In the tetrahedral anion InH₄⁻ the highest occupied level falls by 3.94 eV from PBE to Hartree–Fock, while the energy needed to remove an electron, computed as a difference of two total energies, stays within 0.46 eV over the same three methods. The share of exact exchange controls most of the change in the orbital energy and affects the energy difference only weakly. The one irregular row, Hartree–Fock with the lowest removal energy of the table, is low mainly for a separate reason: it has no electron correlation.

Singlet InH₄⁻ (tetrahedral, In–H 1.79 Å) in the gas phase, computed with PySCF 2.14.0 at a single PBE0 geometry, with the def2-TZVPD basis, a 28-electron core potential on In, density fitting and no spin-orbit coupling. Ionisation energies are vertical differences of total energies, with an unrestricted neutral; MP2 and CCSD(T) use frozen cores.

```tsv
method	exact exchange, long range (%)	ionisation (eV)	HOMO (eV)	LUMO (eV)
PBE	0	4.20	-1.19	3.21
PBE0	25	4.36	-2.31	3.60
HF	100	3.90	-5.13	4.58
CCSD(T)	n/a	4.47	n/a	n/a
MP2	n/a	4.50	n/a	n/a
```

The column "ionisation" (I below) is E(neutral InH₄) − E(InH₄⁻) with the nuclei held fixed, so for this anion it is a vertical detachment energy. HOMO and LUMO are the energies of the highest occupied and lowest empty orbitals of the anion, and ε stands for the former. The share of exact exchange, a, is part of each method's definition: 0, 0.25 and 1 for PBE, PBE0 and HF, the same at every interelectronic distance. MP2 and CCSD(T) add correlation to the HF determinant and have no orbital levels of their own. CCSD(T), at 4.47 eV, serves as the yardstick. It is a calculation in the same basis and not a measurement.

The electron comes from the triply degenerate t₂ set, the In–H bonding orbitals of a tetrahedral eight-electron hydride. The hydrogens carry the negative charge: the Mulliken analysis of the same calculations puts about −0.27 e on each H in PBE0 and −0.32 e in HF. The orbital being emptied thus lies on a cage about 1.79 Å in radius. Because the set is degenerate, it can be any combination of the three: shared among four hydrogens, held on two, or mostly on one. All have the same ε in the anion, but their self-repulsion grows in that order, and one unrestricted determinant gives the corresponding neutrals somewhat different energies. The outputs do not record which solution each row reached, and it need not be the lowest.

An exact density functional would make −ε equal to I. The mismatch D = I + ε measures how far a method is from that, and it runs +3.01, +2.05 and −1.23 eV for PBE, PBE0 and HF. It falls at each step and changes sign between PBE0 and HF. To see why, remove a fraction δ of an electron from the HOMO and follow the total energy E(δ). Janak's theorem says that the initial slope is −ε. The total rise up to δ = 1 is I. If E(δ) is a straight line the two agree, and if it is a parabola, E(δ) = E(0) − εδ + Dδ², then D is half its curvature. The task is to find what bends the curve.

The first contribution appears even with frozen orbitals. An orbital with occupation n contributes ½n²J to the classical Coulomb energy, where J is the repulsion of the orbital's charge cloud with itself. This term is spurious, since an electron does not repel itself, and it is quadratic in n. Exact exchange contains −½n²J and cancels it at every n, which is Koopmans' theorem: in HF with frozen orbitals the line is straight. A semilocal exchange functional depends on the total spin density at each point, to which this orbital is one contributor among several, so its energy changes nearly linearly with n and removes only a small part of the curvature. A mixture with share a leaves (1 − a)S, where S is J/2 less whatever the semilocal term does cancel.

The second contribution has the opposite sign. The remaining electrons contract towards the hole. Their response is proportional to δ and so is the perturbation, so the energy gained goes as −Rδ², with R the relaxation energy for a whole electron. Taking R to be the same for all three methods, a simplification that the table does not test, gives

D(a) = (1 − a)S − R.

In HF only relaxation is left, and the variational principle forces D to be negative: the Koopmans value of 5.13 eV exceeds the relaxed difference of 3.90 eV by 1.23 eV. In PBE the uncancelled self-repulsion outweighs relaxation and pushes the level up to −1.19 eV, which recovers only about a quarter of the CCSD(T) detachment energy.

The same picture explains why I hardly moves. I is minus the average of the orbital energy over the whole path from n = 1 to n = 0, whereas ε is the value at one end. Semilocal and exact exchange give similar energies for whole numbers of electrons, so they agree roughly on the average and disagree on how it is distributed along the path. Raising a tilts the line ε(n) about a point near its middle. The end point swings by several eV and the mean stays put. The table shows the outcome, a spread of the HOMO nearly nine times that of I, and the account of it is theory.

PBE0 offers a check, because its D can be computed from the other two rows alone. HF gives R = 1.23 eV. PBE then gives S = 3.01 + 1.23 = 4.24 eV. At a = 0.25 the model yields D = 0.75 × 4.24 − 1.23 = 1.95 eV, and with the PBE0 value of I the level should lie at 1.95 − 4.36 = −2.41 eV. The table has −2.31 eV. The miss of 0.10 eV is small against the swing of 4.24 eV in D but about five times the worst rounding of the six entries behind it, so D is close to linear in a without being linear. An unweighted least-squares line through all three rows has S = 4.27 eV and R = 1.21 eV and misses no row by more than 0.06 eV, though two constants for three points is a weak test.

The size of S can be judged without any fit. One electron spread over a spherical shell of radius r has J/2 = e²/(8πε₀r), or 1/(2r) in atomic units. The bond length is about 3.4 bohr, and 27 eV divided by 6.8 is 4.0 eV. An orbital shared equally among four hydrogen 1s clouds at the corners gives the same figure, while an orbital confined to one hydrogen atom, with J = 5/8 hartree, gives 8.5 eV, twice the fitted slope. The scale therefore suits a level spread over several atoms, though it cannot tell a t₂ combination on four hydrogens from one on two. The closeness of 4.0 eV to the fit is better than the estimate deserves, because it ignores the indium 5p part of the orbital, the overlap, the swelling of hydridic hydrogen and the semilocal cancellation. It supports "a few eV, falling as 1/r" and no more, and it describes the anion's orbital, saying nothing about where the hole ends up in the relaxed neutral.

The detachment energies themselves do not follow a. They rise by 0.16 eV from PBE to PBE0 and then drop by 0.46 eV to HF. The column of exchange shares hides a second change: PBE and PBE0 both contain a correlation functional, and HF contains none. Detachment breaks up a pair of opposite-spin electrons in one spatial orbital, and such a pair is where correlation lowers the energy most. The anion has one pair more than the neutral, so a method without correlation binds the electron too weakly. Here the numbers show the cause directly. MP2 starts from the same HF determinants, and the difference of its correlation energies for anion and neutral adds 0.595 eV to I, of which 0.548 eV, or 92 %, comes from opposite-spin pairs. That lifts 3.90 to 4.50 eV. CCSD(T) adds 0.57 eV. HF's error of −0.57 eV, or −12.8 % relative to CCSD(T), is the largest of the energy differences.

This also accounts for the Koopmans value being the best of the three orbital estimates, at 0.66 eV above CCSD(T) where PBE0 and PBE fall 2.16 and 3.28 eV below. It omits relaxation, which would lower it by 1.23 eV, and correlation, which would raise it by 0.57 eV, and the two omissions cancel by about half. The sum 5.13 − 1.23 + 0.57 = 4.47 eV is an identity and tests nothing, but it shows that the cancellation is partial for this soft, polarisable anion.

The MP2 figure is not the measure of the drop from PBE0 to HF, since what is lost in that step is the PBE correlation functional. If exact exchange acted linearly, the step from PBE to PBE0 could be continued to a = 1, which would describe full exact exchange with the correlation functional kept. That puts the HOMO at −5.67 eV and I at 4.84 eV. HF's HOMO lies 0.54 eV above this line, in the direction that loss of correlation suggests, and the likeness to the MP2 figure should be taken as chance. HF's I lies 0.94 eV below the line, and the fourfold extrapolation inflates rounding only to about 0.035 eV. The excess, 0.94 − 0.54 = 0.40 eV, is the same bend that appeared as the 0.10 eV miss for PBE0, seen over four times the lever arm.

The table has no row with full exact exchange and PBE correlation, so it does not say by itself whether the bend belongs to I or to ε. Theory points to ε. Total energies are stationary in the orbitals, so I should be close to linear in a, and the 0.94 eV is then most simply what PBE correlation contributes to I, which need not match the MP2 shift. Correlation depends nearly linearly on the occupation, so it should lower ε by about as much as it raises I, and with full exact exchange the level would lie some 0.40 eV below the line. An orbital energy, unlike a total energy, responds at first order to the change of the orbitals with a. In the model this appears as a relaxation energy that grows with a. The neutral, with five electrons in a triply degenerate set, also loses spin purity as a rises: ⟨S²⟩, ideally 0.75 for a doublet, exceeds that by 0.027 in PBE0 and by 0.107 in HF, but these values give no energy and are no evidence that the neutral causes the bend. If R does vary, S and R trade against each other. The slope from PBE to PBE0 is 3.84 eV and that from PBE0 to HF is 4.37 eV, so the fitted constants should not be read as the true J/2 and relaxation energy. For the same reason the share at which D vanishes, 72 % from the PBE0–HF pair and 78 % from the PBE–PBE0 pair, marks a region and is no recipe for a functional.

Among the methods that include correlation, PBE is 0.27 eV (6.0 %) below CCSD(T), PBE0 0.11 eV below and MP2 0.03 eV above. A plausible reading of the rise from PBE to PBE0 is that semilocal exchange over-stabilises the neutral, whose hole is shared in fractions among several atoms, and that exact exchange removes part of this. The table cannot separate that from changes in the anion, and a different choice of the emptied t₂ combination can move a row by an amount comparable to this step. The smaller gaps carry little weight. A triple-zeta basis recovers pair correlation incompletely, which tends to leave MP2 and CCSD(T) detachment energies somewhat low, and MP2 rests on the spin-contaminated neutral, which can bias it upwards. MP2 and CCSD(T) therefore cannot be ranked here, and PBE0's shortfall is marginal. The T1 diagnostic of 0.016, a measure of how far one determinant fails, vouches for the anion only. Spin-orbit coupling, absent from all rows, would split the t₂ level through its indium 5p part. The neutral is also Jahn–Teller active and need not be stable against losing H₂, so an adiabatic detachment energy would lie below these vertical ones.

The LUMO rises with a, from 3.21 to 4.58 eV, for the mirror-image reason. An empty HF orbital feels the repulsion of all electrons present, whereas an empty PBE orbital feels about the same potential as the occupied ones, roughly one electron fewer. The shift of 1.37 eV is about a third of the HOMO's, as fits an orbital that is much more diffuse and so has a smaller self-repulsion. All three values are positive: a second extra electron is repelled by the anion, and these levels are the basis set's imitation of a continuum. More diffuse functions would move them, and they are no property of the ion.

The mechanism carries over to neighbouring cases. For the lighter tetrahydride anions of the group the bonds are shorter, S should grow roughly as 1/r, and orbital energy and energy difference should part further in a semilocal functional. For the neutral isoelectronic hydride of tin the extra nuclear charge lowers ε and raises I together by several eV, while D, set by size and polarisability, should change much less. The same absolute mismatch is then a smaller fraction of I, which is why the failure looks most severe in anions. In an anion with a detachment energy of about 3 eV or less, a D of about 3 eV would lift the PBE HOMO to zero or above while the energy difference still reported a bound electron. With heavy halide ligands in place of hydrogen the cage is larger and S smaller, the electron leaves ligand lone pairs, and spin-orbit coupling and localisation of the hole on one ligand would matter more. The dip at HF should recur in similar closed-shell hydrides, where removal breaks a pair, and should be weaker when the electron removed is an unpaired one. It is no general rule, since correlation among the electrons that remain can also change on ionisation.
